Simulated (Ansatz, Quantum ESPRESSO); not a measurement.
**AgRh: programs and potentials compared**

```
Ag Rh
1.0
     2.77759    0.00000    0.00000
    -1.38879    2.40546    0.00000
     0.00000    0.00000    4.80860
Ag Rh
1 1
Direct
  0.00000 0.00000 0.50000
  0.66667 0.33333 0.00000
```

The cell comes from a database or a generator and needn't be the stable form of this composition.

Alike in all runs: task band structure; functional PBEsol; k mesh 11 × 11 × 6; occupations fermi-dirac, width 0.05 eV; no spin polarisation; no spin-orbit coupling. Pressure is positive in compression and, in plane waves, holds the error of the finite cutoff, which Ansatz's Pulay term estimates and takes out.

```json
{"program and potentials": "Ansatz, Ansatz PAW (files of its older set among them)", "plane-wave cutoff (eV)": "540", "notes": "potentials made for PBE, which Ansatz adapts in part; 18 valence electrons an atom on average", "pressure (GPa)": "-10.61"}
{"program and potentials": "Ansatz, PAW datasets made for the crystal", "plane-wave cutoff (eV)": "280", "notes": "10 valence electrons an atom on average", "pressure (GPa)": "-10.62"}
{"program and potentials": "Ansatz, PseudoDojo stringent (PBEsol files)", "plane-wave cutoff (eV)": "1197", "notes": "18 valence electrons an atom on average; Pulay term of +0.06 GPa included", "pressure (GPa)": "-10.49"}
{"program and potentials": "Quantum ESPRESSO, GBRV 1.5 PBEsol", "plane-wave cutoff (eV)": "762", "notes": "17 valence electrons an atom on average", "pressure (GPa)": "-10.63"}
{"program and potentials": "Ansatz, all-electron LAPW, scalar-relativistic", "plane-wave cutoff (eV)": "-", "notes": "-", "pressure (GPa)": "-10.62"}
{"program and potentials": "Ansatz, JTH PAW", "plane-wave cutoff (eV)": "2100", "notes": "potentials made for PBE; 14 valence electrons an atom on average", "pressure (GPa)": "-10.55"}
```

The pressure spans -10.63 (Quantum ESPRESSO, GBRV 1.5 PBEsol) to -10.49 GPa (Ansatz, PseudoDojo stringent (PBEsol files)), with all-electron results at -10.62. The cell lies far from this level's equilibrium.

Differences between rows come from potentials, basis sets and numerical settings, since the functional is the same but for its coding. Runs on potential files found faulty are left out.

The negative pressure in every row means that the cell is stretched and would contract under PBEsol. The offset is far larger than the spread between the runs, so it belongs to the functional and the chosen volume, not to the potentials. Probably the lattice constants were relaxed with PBE, whose stronger gradient enhancement of exchange weakens the bonding in 4d metals and lengthens their bonds; PBEsol largely removes that expansion.

The number of valence electrons doesn't order the results. The datasets with 10 electrons an atom, enough for only the 4d and 5s shells, match the all-electron value of -10.62 GPa, while the two sets with 18 give -10.61 and -10.49 GPa. Explicit semicore states are therefore not essential for the pressure at this volume, where the 4p shells overlap little between neighbours. Nor do potentials made for PBE stand apart as a group from those made for PBEsol. The pressure alone doesn't show how the contraction would divide between the basal plane and the stacking axis.
